**Spherical jellium clusters, N = 1 to 12: suspected missed spin states and the limits of m-averaging**

The table holds energies per electron, unpaired electrons, highest levels, vertical ionisation energies and second energy differences of spherical jellium clusters (rs = 2.73 bohr) from spin-polarised, m-averaged Kohn-Sham runs with r2SCAN and greedy filling. The program fits the energy steps and ionisation energies to a parallel-spin count, a + c·k ∓ J·s, separately for the 1p and 1d shells, and also tests exact one-electron energies and a conducting-sphere law. The count gives J = 0.61 eV for 1p (worst residual 0.18 eV) and 0.36 eV for 1d with assumed low-spin occupations (one free point). Extrapolated, a high-spin state at N = 11 would lie 0.6 to 0.9 eV lower, more than the 0.19 eV that reverses the sign of the second difference at N = 10; this is untested. The one-electron cases are reproduced to 0.025 eV, while the conducting-sphere law misses the ionisation energies by 0.86 eV rms.

Calculated values. Spherical jellium clusters of N electrons, spin-polarised Kohn-Sham with r2SCAN (radks radial solver, Libxc 2); uniform background of charge N and radius rs N^(1/3), rs = 2.73 bohr, m-averaged shells. Levels are numbered by radial order; the greedy filling can miss a lower state. Ionisation is vertical; the second difference is E(N+1) + E(N−1) − 2E(N) of neutral clusters.

## Program and output

```python
# Table: spherical jellium clusters, N=1..12, rs=2.73 bohr, radks radial Kohn-Sham, r2SCAN,
# spin-polarised, m-averaged shells, greedy filling. Tested: parallel-spin counting for energy
# steps (missed high-spin states at N=11,12), exact one-electron energies, conducting sphere.
T = {
    'electrons': [1, 2, 3, 4, 5, 6, 7, 8, 9, 10, 11, 12],
    'energy_per_electron': [-0.79438, -1.4441, -0.97364, -1.0287, -1.2377, -1.2186, -1.3316, -1.494, -1.3464, -1.2827, -1.213, -1.1983],  # eV
    'unpaired_electrons': [1, 0, 1, 2, 3, 2, 1, 0, 1, 2, 1, 0],
    'highest_level': ['1s up', '1s up', '1p up', '1p up', '1p up', '1p down', '1p down', '1p up', '1d up', '1d up', '1d down', '1d up'],
    'ionisation_energy': [None, 6.96598, 4.37046, 5.55665, 6.21538, 5.05201, 5.84216, 6.33751, 3.75054, 4.32373, None, 4.59561],  # eV
    'second_energy_difference': [None, 2.0613, -1.1613, -0.87955, 0.95002, -0.88586, -0.62194, 2.466, -0.54423, 0.19388, -0.5214, None],  # eV
}
import numpy as np
from scipy.linalg import eigh_tridiagonal
from scipy.constants import physical_constants as pc
Ha = pc['Hartree energy in eV'][0]; rs = 2.73  # setting from the caption
N = [int(x) for x in T['electrons']]
col = lambda k: dict(zip(N, T[k]))
e, IE, d2, un = col('energy_per_electron'), col('ionisation_energy'), col('second_energy_difference'), col('unpaired_electrons')
E = {n: n*e[n] for n in N}; D = {n: E[n]-E[n-1] for n in N[1:]}
f = lambda v: ' '.join('%+.3f' % x for x in v)
dev = max(abs(D[n+1]-D[n]-d2[n]) for n in range(2, 12))
print('rounding of a step up to %.4f eV; rebuilt second differences agree to %.4f eV' % (23*5e-5, dev))
print('total energy N=9..12 (eV):', f(E[n] for n in range(9, 13)))
print('unpaired N=9..12:', [int(un[n]) for n in range(9, 13)], 'Hund 1d: [1, 2, 3, 4]')
def fit(name, rows, s, y, sign):
    k = np.array(rows)-rows[0]; y = np.array([y[n] for n in rows])
    A = np.c_[np.ones(len(k)), k, sign*np.array(s)]
    p = np.linalg.lstsq(A, y, rcond=None)[0]; r = y-A@p
    r0 = y-np.polyval(np.polyfit(k, y, 1), k)
    print(name, 'rows', rows, 'same-spin count s', s)
    print('  values (eV):', f(y))
    print('  a %.3f c %.3f J %.3f eV; free data points %d' % (p[0], p[1], p[2], len(k)-3))
    print('  residuals:', f(r), '| worst %.3f, row %d' % (max(abs(r)), rows[int(np.argmax(abs(r)))]))
    print('  straight line without J: worst residual %.3f eV' % max(abs(r0)))
    return p
pr, ps = list(range(3, 9)), [0, 1, 2, 0, 1, 2]
pP = fit('step E(N)-E(N-1), 1p', pr, ps, D, -1)
pD = fit('step, 1d, assumed up1,up2,up2dn1,up2dn2', [9, 10, 11, 12], [0, 1, 0, 1], D, -1)
iP = fit('ionisation energy, 1p', pr, ps, IE, 1)
iD = fit('ionisation energy, 1d (ion states assumed)', [9, 10, 12], [0, 1, 1], IE, 1)
print('kink c+2J: N=5 model %+.3f table %+.3f eV' % (pP[1]+2*pP[2], d2[5]))
print('kink c+J (s 1 to 0): N=10 model %+.3f table %+.3f eV' % (pD[1]+pD[2], d2[10]))
print('J(1d)/J(1p) steps %.2f; crude 1/(gR) scaling %.2f' % (pD[2]/pP[2], 0.6*(5.5/10.5)**(1/3)))
print('lowering of E(11) that flips the sign at N=10: %.3f eV' % d2[10])
for nm, J in (('steps', pD[2]), ('ionisation', iD[2])):
    print('J from %s: high spin lower by %.2f (N=11), %.2f (N=12) eV' % (nm, 2*J, 4*J))
    print('  second diff N=10 %+.2f, N=11 %+.2f; per electron %.3f, %.3f eV'
          % (d2[10]-2*J, d2[11], e[11]-2*J/11, e[12]-4*J/12))
q = (d2[4]/d2[3], d2[7]/d2[6]); x = d2[9]*np.mean(q)
print('1p curvature ratios %.2f %.2f: N=10 expected %+.2f, E(11) high by %.2f eV' % (q[0], q[1], x, d2[10]-x))
def exact(Z, h):
    R = rs*Z**(1/3); r = np.arange(1, int(40/h))*h
    V = np.where(r < R, -Z*(3-r*r/R**2)/(2*R), -Z/r)
    w = eigh_tridiagonal(1/h**2+V, -0.5/h**2*np.ones(len(r)-1), eigvals_only=True, select='i', select_range=(0, 0))
    return (w[0]+0.6*Z*Z/R)*Ha
for nm, Z, y in (('neutral N=1', 1, E[1]), ('ion of N=2', 2, E[2]+IE[2])):
    ex = exact(Z, 0.005)
    print('one electron, %s: exact %.4f table %.4f diff %+.4f eV (grid %.5f)' % (nm, ex, y, y-ex, abs(ex-exact(Z, 0.01))))
rows = [n for n in N if IE[n] is not None]
cap = {n: Ha/(2*rs*n**(1/3)) for n in rows}
W = np.mean([IE[n]-cap[n] for n in rows]); r = np.array([IE[n]-cap[n]-W for n in rows])
print('sphere IE = W + e2/2R: W %.2f eV, rms %.2f eV, rows' % (W, np.sqrt(np.mean(r*r))), rows)
print('  residuals:', f(r))
print('N=3 to 5: IE changes %+.2f, e2/2R changes %+.2f eV' % (IE[5]-IE[3], cap[5]-cap[3]))
print('IE drops 2-3 %+.2f, 5-6 %+.2f, 8-9 %+.2f eV' % (IE[3]-IE[2], IE[6]-IE[5], IE[9]-IE[8]))
assert dev < 0.003
assert all(d2[n] < 0 for n in (3, 4, 6, 7, 9)) and d2[10] > 0
assert min(pP[2], pD[2], iP[2], iD[2]) > 0
assert 2*pD[2] > d2[10]
```

Output:

```
rounding of a step up to 0.0011 eV; rebuilt second differences agree to 0.0008 eV
total energy N=9..12 (eV): -12.118 -12.827 -13.343 -14.380
unpaired N=9..12: [1, 2, 1, 0] Hund 1d: [1, 2, 3, 4]
step E(N)-E(N-1), 1p rows [3, 4, 5, 6, 7, 8] same-spin count s [0, 1, 2, 0, 1, 2]
  values (eV): -0.033 -1.194 -2.074 -1.123 -2.010 -2.631
  a -0.213 c -0.274 J 0.613 eV; free data points 3
  residuals: +0.180 -0.094 -0.086 -0.089 -0.088 +0.178 | worst 0.180, row 3
  straight line without J: worst residual 0.770 eV
step, 1d, assumed up1,up2,up2dn1,up2dn2 rows [9, 10, 11, 12] same-spin count s [0, 1, 0, 1]
  values (eV): -0.166 -0.709 -0.516 -1.037
  a -0.171 c -0.169 J 0.363 eV; free data points 1
  residuals: +0.006 -0.006 -0.006 +0.006 | worst 0.006, row 12
  straight line without J: worst residual 0.223 eV
ionisation energy, 1p rows [3, 4, 5, 6, 7, 8] same-spin count s [0, 1, 2, 0, 1, 2]
  values (eV): +4.370 +5.557 +6.215 +5.052 +5.842 +6.338
  a 4.598 c 0.121 J 0.662 eV; free data points 3
  residuals: -0.228 +0.176 +0.052 +0.091 +0.098 -0.189 | worst 0.228, row 3
  straight line without J: worst residual 0.789 eV
ionisation energy, 1d (ion states assumed) rows [9, 10, 12] same-spin count s [0, 1, 1]
  values (eV): +3.751 +4.324 +4.596
  a 3.751 c 0.136 J 0.437 eV; free data points 0
  residuals: +0.000 +0.000 +0.000 | worst 0.000, row 12
  straight line without J: worst residual 0.187 eV
kink c+2J: N=5 model +0.953 table +0.950 eV
kink c+J (s 1 to 0): N=10 model +0.193 table +0.194 eV
J(1d)/J(1p) steps 0.59; crude 1/(gR) scaling 0.48
lowering of E(11) that flips the sign at N=10: 0.194 eV
J from steps: high spin lower by 0.73 (N=11), 1.45 (N=12) eV
  second diff N=10 -0.53, N=11 -0.52; per electron -1.279, -1.319 eV
J from ionisation: high spin lower by 0.87 (N=11), 1.75 (N=12) eV
  second diff N=10 -0.68, N=11 -0.52; per electron -1.292, -1.344 eV
1p curvature ratios 0.76 0.70: N=10 expected -0.40, E(11) high by 0.59 eV
one electron, neutral N=1: exact -0.8198 table -0.7944 diff +0.0254 eV (grid 0.00001)
one electron, ion of N=2: exact 4.0541 table 4.0778 diff +0.0236 eV (grid 0.00001)
sphere IE = W + e2/2R: W 2.48 eV, rms 0.86 eV, rows [2, 3, 4, 5, 6, 7, 8, 9, 10, 12]
  residuals: +0.528 -1.567 -0.065 +0.819 -0.173 +0.755 +1.364 -1.127 -0.471 -0.063
N=3 to 5: IE changes +1.84, e2/2R changes -0.54 eV
IE drops 2-3 -2.60, 5-6 -1.16, 8-9 -2.59 eV
```
